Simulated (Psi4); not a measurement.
## A ladder of methods for YN2H4Cl (SMILES [NH2][Y]([NH2])[Cl])

YN2H4Cl: 8 atoms, total charge 0, spin state singlet. SMILES: `[NH2][Y]([NH2])[Cl]`. The shape was relaxed beforehand at PBE0/def2-TZVP. This is one conformer, not always the lowest.

Quantity: the HOMO–LUMO gap, in eV. The values are calculated.

```
                                                 level                    kind  program  value (eV)  CPU time
   PBE-D4/def2-TZVPP (density fitting, core potential)                     GGA     Psi4        3.30      70 s
r2SCAN-D4/def2-TZVPP (density fitting, core potential)                meta-GGA     Psi4        3.98   4.1 min
 B3LYP-D4/def2-TZVPP (density fitting, core potential)           global hybrid     Psi4        4.80      65 s
  PBE0-D4/def2-TZVPP (density fitting, core potential)           global hybrid     Psi4        5.36      69 s
  wB97M-V/def2-TZVPP (density fitting, core potential)  range-separated hybrid     Psi4        9.09   4.3 min
```

The values span 3.30 to 9.09 eV. Orbital gaps aren't excitation energies; they tend to grow with the share of exact exchange. CPU times are rough (shared hosts, several kinds of processor): they show what a rung costs within a factor of a few.

All five functionals leave a clear gap between filled and empty levels, but its size depends strongly on the functional. It widens at every step from PBE (3.30 eV) to wB97M-V (9.09 eV), with the largest jump between PBE0 and the range-separated hybrid, probably because long-range exact exchange lowers the occupied levels and raises the empty ones.

A sizeable gap fits the bonding expected of yttrium(III). The metal has formally given up its valence electrons and is left with a d0 shell, so the HOMO is probably built mainly from amide nitrogen lone pairs, which lie above those of the more electronegative chloride. The LUMO is probably metal-centred, of 4d character with some 5s admixture. The gap would then separate ligand donor levels from empty metal acceptor levels, in keeping with polar bonds and a Lewis-acidic, coordinatively unsaturated metal centre. Without a computed ionisation energy and electron affinity, the spread can't show which functional comes closest to the molecule's fundamental gap.
